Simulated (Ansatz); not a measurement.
# Ta: the change of pressure with volume per atom

All results are calculated (Ansatz 0.2.0). Periodic Kohn-Sham DFT of a crystal at fixed atoms; pressure and stress are positive in compression; the energy is the free energy less that of spherical unpolarised free atoms; site moments are those in the method's own spheres, positive along +z.

Cell of the first row (space group Im-3m, No. 229):
```
Ta
1.0
     -1.6176     1.6176     1.6176
      1.6176    -1.6176     1.6176
      1.6176     1.6176    -1.6176
Ta
1
Direct
  0.00000 0.00000 0.00000
```

Settings of every row: method frozen-core PAW; functional PBEsol; relativity scalar; k mesh 17x17x17; filling fermi-dirac; smearing width 0.08 eV; wave cutoff 420 eV; paw set soft_2.

Atom start moment: 0 on all atoms.

Limits: PAW files made with PBE; no spin-orbit coupling on heavy atoms.

| row | volume per atom (Å³) | pressure (GPa) |
| --- | --- | --- |
| 1 | 16.93 | 9.798 |
| 2 | 16.939 | 9.668 |
| 3 | 17.29 | 4.81 |
| 4 | 17.47 | 2.495 |
| 5 | 17.65 | ? |
| 6 | 17.83 | -1.802 |
| 7 | 18.01 | -3.794 |
| 8 | 18.19 | -5.688 |
| 9 | 18.371 | -7.49 |
| 10 | 18.551 | -9.205 |
| 11 | 18.731 | -10.835 |

Question: what pressure should row 5 give?

Worked fit of pressure. Take u = (V_r/V)^(2/3) − 1 with V_r = 17.92 Å³ an atom, which is twice the finite (Eulerian) strain; such expansions in the strain, on which the Birch-Murnaghan equation of state is built, carry the rest volume and the bulk modulus. The shown rows have u = 0.03861, 0.03825, 0.02415, 0.0171, 0.00336, -0.00333, -0.00992, -0.01643, -0.02281, -0.02908. Least squares give pressure = −2.8102 + 297.554 × u + 749.42 × u² GPa; a straight line predicts inner rows, each left out in turn, worse (root mean square 0.35 against 0.0036 GPa). The rows lie off it by 0.002, 0.000, -0.003, -0.002, 0.000, -0.001, 0.000, 0.007, 0.002, -0.006 (root mean square 0.0033 GPa). The pressure vanishes at u = 0.0092, or V = 17.67 Å³ an atom, and there the bulk modulus at fixed shape and fractions is B = −V dP/dV = (2/3)(1 + u) dP/du = 210 GPa. The withheld row has u = 0.01017, so the fit gives −2.8102 + 297.554 × (0.01017) + 749.42 × (0.01017)² = 0.293 GPa.

The calculation gave 0.293 GPa. The fit meets it to the printed digit.
